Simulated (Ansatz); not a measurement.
# Rh: the change of energy above lowest point and pressure with volume per atom

Results calculated with Ansatz 0.2.0 development build, not measured. Equation of state of a cubic crystal from periodic Kohn-Sham density functional theory without spin; pressure corrected for the finite basis.

Cell of the first row (space group Fm-3m, No. 225):
```
cell vectors (Å)
   0.0000     1.8763     1.8763
   1.8763     0.0000     1.8763
   1.8763     1.8763     0.0000
atoms (fractions of the cell vectors)
Rh  0.00000  0.00000  0.00000
```

Settings of every row: formula Rh; structure type fcc; functional PBE; spin treatment none; k mesh 49x49x49; occupation method fermi-dirac; occupation width 0.061225619 eV; wave cutoff 420 eV; datasets soft-1 PAW; density cutoff ratio 4.

| row | volume per atom (Å³) | energy above lowest point (meV/atom) | pressure (GPa) |
| --- | --- | --- | --- |
| 1 | 13.212 | 45.7 | 18.553 |
| 2 | 13.493 | ? | ? |
| 3 | 13.774 | 4.6 | 5.403 |
| 4 | 14.055 | 0 | -0.052 |
| 5 | 14.336 | 4.42 | -4.872 |
| 6 | 14.617 | 16.78 | -9.124 |
| 7 | 14.899 | 36.13 | -12.871 |

Question: what energy above lowest point and pressure should row 2 give?

Worked fit of energy above lowest point. Take u = (V_r/V)^(2/3) − 1 with V_r = 14.195 Å³ an atom, which is twice the finite (Eulerian) strain; such expansions in the strain, on which the Birch-Murnaghan equation of state is built, carry the rest volume and the bulk modulus. The shown rows have u = 0.04901, 0.02027, 0.00663, -0.00657, -0.01934, -0.03175. Least squares give energy above lowest point = 1.16 − 336.61 × u + 24613.3 × u² + 16293 × u³ meV/atom; a parabola predicts inner rows, each left out in turn, worse (root mean square 0.32 against 0.037 meV/atom). The rows lie off it by 0.00, 0.01, -0.01, -0.01, 0.02, -0.01. Its lowest point lies at u = 0.0068, or V = 14.05 Å³ an atom, and the curvature there gives the bulk modulus at fixed shape and fractions, B = (4/9)(1 + u)² E″(u)/V = 256 GPa. The withheld row has u = 0.03439, so the fit gives 1.16 − 336.61 × (0.03439) + 24613.3 × (0.03439)² + 16293 × (0.03439)³ = 19.36 meV/atom.

The calculation gave 19.39 meV/atom. The fit lies 0.03 meV/atom (0.066 % of the column's range) below it; its largest miss of a shown row is 0.02 meV/atom.

Worked fit of pressure. Take u = (V_r/V)^(2/3) − 1 with V_r = 14.195 Å³ an atom, which is twice the finite (Eulerian) strain; such expansions in the strain, on which the Birch-Murnaghan equation of state is built, carry the rest volume and the bulk modulus. The shown rows have u = 0.04901, 0.02027, 0.00663, -0.00657, -0.01934, -0.03175. Least squares give pressure = −2.5295 + 365.108 × u + 1274.36 × u² + 1082.5 × u³ GPa; a parabola predicts inner rows, each left out in turn, worse (root mean square 0.022 against 0.0031 GPa). The rows lie off it by 0.000, -0.001, 0.001, 0.002, -0.002, 0.001. The pressure vanishes at u = 0.0068, or V = 14.05 Å³ an atom, and there the bulk modulus at fixed shape and fractions is B = −V dP/dV = (2/3)(1 + u) dP/du = 257 GPa. The withheld row has u = 0.03439, so the fit gives −2.5295 + 365.108 × (0.03439) + 1274.36 × (0.03439)² + 1082.5 × (0.03439)³ = 11.578 GPa.

The calculation gave 11.575 GPa. The fit lies 0.003 GPa (0.0095 % of the column's range) above it; its largest miss of a shown row is 0.002 GPa.
